## Sensitivity of the 1s level and the total energy to the fine-structure constant

In atomic units the non-relativistic energy of an atom does not contain the fine-structure constant $\alpha$, which enters only through the speed of light $c = 1/\alpha$. Repeating a Dirac-Coulomb Hartree-Fock calculation with $c$ scaled therefore isolates relativity. The table lists the 1s orbital energy $\varepsilon(1s_{1/2})$ and two slopes with respect to $x = (\alpha/\alpha_0)^2 - 1$, where $\alpha_0$ is the true value: $q(1s_{1/2})$ for that orbital energy and $q(\text{total energy})$ for the ion. $Z$ is the nuclear charge. All five ions have closed cores and an $ns^2np^1$ valence shell, which stays the same when $c$ is scaled.

The singly charged group 14 ions were computed with B-spline radial code 1 using Dirac-Coulomb Hartree-Fock at the basis-set limit, with nl-shell averaging, a Fermi nucleus (skin thickness 2.3 fm) and no Breit or QED terms. Each q is the slope of the orbital or total energy in x = (α/α0)² − 1, taken from runs with the speed of light scaled by 0.98 and 1.02.

```
species   Z  electrons           configuration  ε(1s1/2) (eV)  q(1s1/2) (eV)  q(total energy) (eV)
     C+   6          5            [He] 2s2 2p1       -323.907        -0.1394               -0.4496
    Si+  14         13            [Ne] 3s2 3p1       -1887.24         -4.944                -17.16
    Ge+  32         31       [Ar] 3d10 4s2 4p1       -11194.8         -162.9                -618.9
    Sn+  50         49       [Kr] 4d10 5s2 5p1       -29378.0          -1113                 -4461
    Pb+  82         81  [Xe] 4f14 5d10 6s2 6p1       -88605.0         -11160                -46360
```

### 1. Why are all slopes negative, and what sets their size?

The hydrogen-like ion, one Dirac electron and a point nucleus, serves as the analogy. It suits 1s because that orbital lies inside nearly all other charge; it knows nothing of screening, of the response of other electrons, or of nuclear size. Its 1s energy is $\varepsilon = c^2(\gamma-1)$ with $\gamma = \sqrt{1-(Z\alpha)^2}$. Putting $c^2 = c_0^2/(1+x)$ and differentiating at $x=0$,

$$q_D = c_0^2\left[(1-\gamma) - \frac{(Z\alpha)^2}{2\gamma}\right] = -mc^2\,\frac{(1-\gamma)^2}{2\gamma},$$

where $(Z\alpha)^2 = (1-\gamma)(1+\gamma)$ has been used. For small $Z\alpha$ this tends to $-Z^4\alpha^2/8$ hartree: the mass-velocity term $-5/8$ outweighs the Darwin term $+1/2$, so a larger $\alpha$ binds the electron more strongly. Binding grows roughly as $Z^2$ and the slope as $Z^4$, so $q/\varepsilon$ climbs from 0.043% in C⁺ to 12.6% in Pb⁺.

### 2. Why does $q(1s_{1/2})$ grow faster than $Z^4$?

The local exponent $\Delta\ln|q|/\Delta\ln Z$ between neighbouring rows is 4.21, 4.23, 4.31 and 4.66 down the group. Two contributions add. The exponent of $q_D$ itself rises from 4.01 (C⁺ to Si⁺) to 4.59 (Sn⁺ to Pb⁺), because higher powers of $(Z\alpha)^2$ matter once that quantity reaches 0.36. The remainder falls from 0.20 to 0.07 over the same steps. It reflects the ratio $q/q_D$, which is below one in every row and rises from 0.59 in C⁺ to 0.89 in Pb⁺. The excess over four thus changes its origin: among the light ions it is the fading influence of the other electrons, among the heavy ones it is Dirac kinematics (in the last step the finite nucleus of Pb⁺ also lowers the remainder a little). A cation one column away should follow the exponent of its region, a little above 4.2 near silicon and more than 4.66 near lead, since the exponent is still rising within the last step.

### 3. How do the other electrons reduce the slope, and can a formula capture it?

To first order the slope of an orbital energy has two parts. One is the expectation value of $\partial h/\partial x$, with $h$ the one-electron Dirac operator, in the actual 1s orbital, which screening makes more diffuse than the bare one. The other is the change of the Hartree-Fock potential: as $\alpha$ grows, the inner shells contract, the partner 1s electron among them, and repel the 1s electron more. The same calculations show the sign of this response for the ion as a whole, since the electron repulsion $V_{ee}$ rises with $x$ in all five ions. Summed over all occupied orbitals, the first part equals $q(\text{total})$ by the Hellmann-Feynman theorem and the second equals $dV_{ee}/dx$; how the reduction of the 1s slope alone divides between screening, response and nuclear size the numbers do not show.

A single screening constant fails. Fitting $q_D(Z-\sigma)$ to all five rows, by least squares in the logarithm, gives $\sigma = 0.83$ and errors of 7 to 11% of the tabulated slope, too small in magnitude for C⁺ and too large for the rest. Solved row by row, $\sigma$ drifts from 0.73 in C⁺ to 1.81 in Sn⁺, so it is no fixed property of the K shell. The further rise to 1.96 in Pb⁺ should not be read as screening: the finite nucleus weakens the slope noticeably only there, and a point-nucleus formula books it under $\sigma$.

A rule without parameters does better in four rows. The hydrogen-like ion has $q/\varepsilon = (1-\gamma)/(2\gamma)$, which can be applied to the computed $\varepsilon$. For Pb⁺, $(Z\alpha)^2 = 0.3581$, $\gamma = \sqrt{0.6419} = 0.8012$ and $(1-\gamma)/(2\gamma) = 0.1988/1.6024 = 0.1241$. Multiplying by $-88605$ eV gives $-1.10\times10^4$ eV, 1.5% smaller in magnitude than the tabulated $-11160$ eV, whereas the bare $q_D$ is $-12602$ eV. Nothing was fitted. The rule holds within 2.3% from Si⁺ to Pb⁺ and overshoots C⁺ by 11.5%, all far above the rounding of the table (below 0.05%). Its success should not be over-read. Outer electrons lower $|\varepsilon|$ largely through a flat potential that changes nothing relativistic, while $|q|$ is lowered by other means; that the two reductions nearly match may be partly accident, which is an untested reading.

### 4. Is $q$ the whole relativistic shift?

Going from $\alpha = 0$ to $\alpha_0$ means $x$ from $-1$ to $0$, so $q$ equals the whole shift only if the energy is linear in $x$. For the hydrogen-like ion the shift is $\varepsilon + Z^2/2 = -mc^2(1-\gamma)^2/2$, hence $q_D = \text{shift}/\gamma$. The factor $1/\gamma$ is 1.001 at $Z = 6$, 1.074 at $Z=50$ and 1.248 at $Z = 82$. The many-electron total energies show curvature of the same sign and size near $x=0$: a parabola through the three values of $c$ gives $d\ln|q|/dx = 0.14$ for Sn⁺ and 0.48 for Pb⁺, against 0.15 and 0.53 for the bare 1s level. This supports, but only locally, the expectation that $|q|$ overstates the shift of Pb⁺ by roughly a quarter and is a fair measure of it in C⁺ and Si⁺.

### 5. Why is $q(\text{total energy})$ three to four times $q(1s_{1/2})$ rather than twice?

Orbital energies count each repulsion twice, $\sum_i n_i\varepsilon_i = E + V_{ee}$ with occupations $n_i$; for Si⁺ the two sides are $-181.7037$ and $-181.7038$ hartree. Differentiating,

$$q(\text{total}) = 2\,q(1s) + q(\text{others}) - \frac{dV_{ee}}{dx}.$$

The last term comes from the repulsion energies at the two scaled values of $c$, and the sum over other orbitals follows by difference. In units of $q(1s)$, C⁺ reads $3.23 = 2 + 0.23 + 1.00$ and Pb⁺ reads $4.15 = 2 + 1.40 + 0.76$ (parts rounded separately; the rounding of the repulsion energies leaves the last two parts of C⁺ uncertain by about 0.02). The large ratio in C⁺ therefore owes little to the orbital slopes of the L shell; it arises because the orbital slopes carry the repulsion response twice. Indeed the whole C⁺ ion has only 1.91 times the slope of one bare 1s electron, less than a bare pair.

The rise down the group comes mainly from the middle term, which grows in every step (0.23, 0.27, 0.83, 1.07, 1.40). The repulsion term peaks at Si⁺ (1.20) and then declines, so the step from C⁺ to Si⁺ is the exception, driven mostly by repulsion. The analogy suggests why outer shells gain. The leading-order slope of a bare level, $-\frac{Z^4\alpha^2}{2n^4}\left(\frac{n}{j+1/2}-\frac34\right)$, summed over full shells gives 2.00 units of one 1s electron for K, 3.50 with L and 4.31 with M. As $Z$ grows, screening of these shells matters less, and $q(\text{total})/q_D$ rises steadily to 3.68 in Pb⁺. These sums ignore screening and higher orders and are a guide to scale only. They describe the one-electron part, hence $q(\text{total})/q_D$, and not the middle term shell by shell, because orbital slopes also carry the response, which can reverse their sign: the 2p₃/₂ level of C⁺ lies at $-0.9044714$ hartree for the larger $\alpha$ and $-0.9044936$ for the smaller, a positive slope where the bare formula gives a negative one.

### 6. Are the four printed digits numerically sound?

An identity tests this for the total. Write $h = c\,\boldsymbol\alpha\cdot\mathbf p + (\beta-1)c^2 + V$, let $M = \langle(\beta-1)c^2\rangle$, and let the kinetic energy be $T = \langle c\,\boldsymbol\alpha\cdot\mathbf p\rangle + M$. The Hellmann-Feynman theorem gives $c\,dE/dc = T + M$. The virial theorem gives $\langle c\,\boldsymbol\alpha\cdot\mathbf p\rangle = -\langle V\rangle - D$, so $M = E + D$, where $D = R\,dE/dR \approx \frac{4\pi}{3}Z\rho R^2$ accounts for a nucleus of rms radius $R$ and electron density $\rho$ averaged over it. Since $c\,dx/dc = -2$,

$$q(\text{total}) = -\tfrac12\,(E + T + D).$$

This holds for any converged solution, so it checks the numerics and not the physics. From C⁺ to Sn⁺ it reproduces the table within rounding. For Pb⁺ it gives $-46200.3 - 125 \approx -46325$ eV, and the table is 35 eV more negative, against a rounding of 5 eV. Most of this is the step. Scaling $c$ by 0.98 and 1.02 gives unequal $x = +0.04123$ and $-0.03883$, so the difference quotient exceeds the true slope by $\tfrac12 E''(x_+ + x_-)$, which the parabola puts at $-26$ eV. About 10 eV remains; third-order curvature or the approximate $D$ could supply it, but neither was tested. The fourth digit for Pb⁺ thus belongs to the finite step, and rounding to three digits can still move the third by one unit. The 1s slope of Pb⁺, similarly curved in the analogy, should carry a comparable relative bias of order 0.1%.

### 7. How far are these slopes from those of the real ions?

Much further than the numerics. The Breit energy is positive and scales as $\alpha^2$ at leading order, so its slope is about its own value and reduces $|q|$. In the same calculations it is 16.6% of $|q(\text{total})|$ in C⁺, 8.7% in Si⁺ and 1.4% in Pb⁺, falling in every step because a two-electron relativistic term grows with a lower power of $Z$ than the nuclear one. For the 1s level of Si⁺ the Breit shift is 1.125 eV, 23% of $|q(1s)|$. The net QED energy is also positive, 10.1% of $|q(\text{total})|$ in C⁺ and 1.0% in Pb⁺; it scales as $\alpha^3$, or $(1+x)^{3/2}$, times a factor that in light ions contains $\ln (Z\alpha)^{-2}$ and falls as $\alpha$ grows, so its slope is by argument near one and a half times that in Pb⁺ and somewhat less in C⁺ and Si⁺.

The valence average matters less. The $np$ electron is averaged over $j$, so no row is the $^2P_{1/2}$ ground level. In Si⁺ the 3p orbital energies, $-0.58637$ and $-0.58498$ hartree, differ by about 0.04 eV; the ground level lies two thirds of this below the average and scales as $\alpha^2$, which touches only the last digits of $-17.16$ eV. Hartree-Fock also omits electron correlation, whose slope these numbers cannot size.

As a working rule, read the slopes to about 0.1% as properties of the Dirac-Coulomb Hartree-Fock model, but before using them as sensitivities of real ions add the Breit and QED slopes, which by the scaling above remove roughly three tenths of $|q(\text{total})|$ in C⁺ and about 3% in Pb⁺.
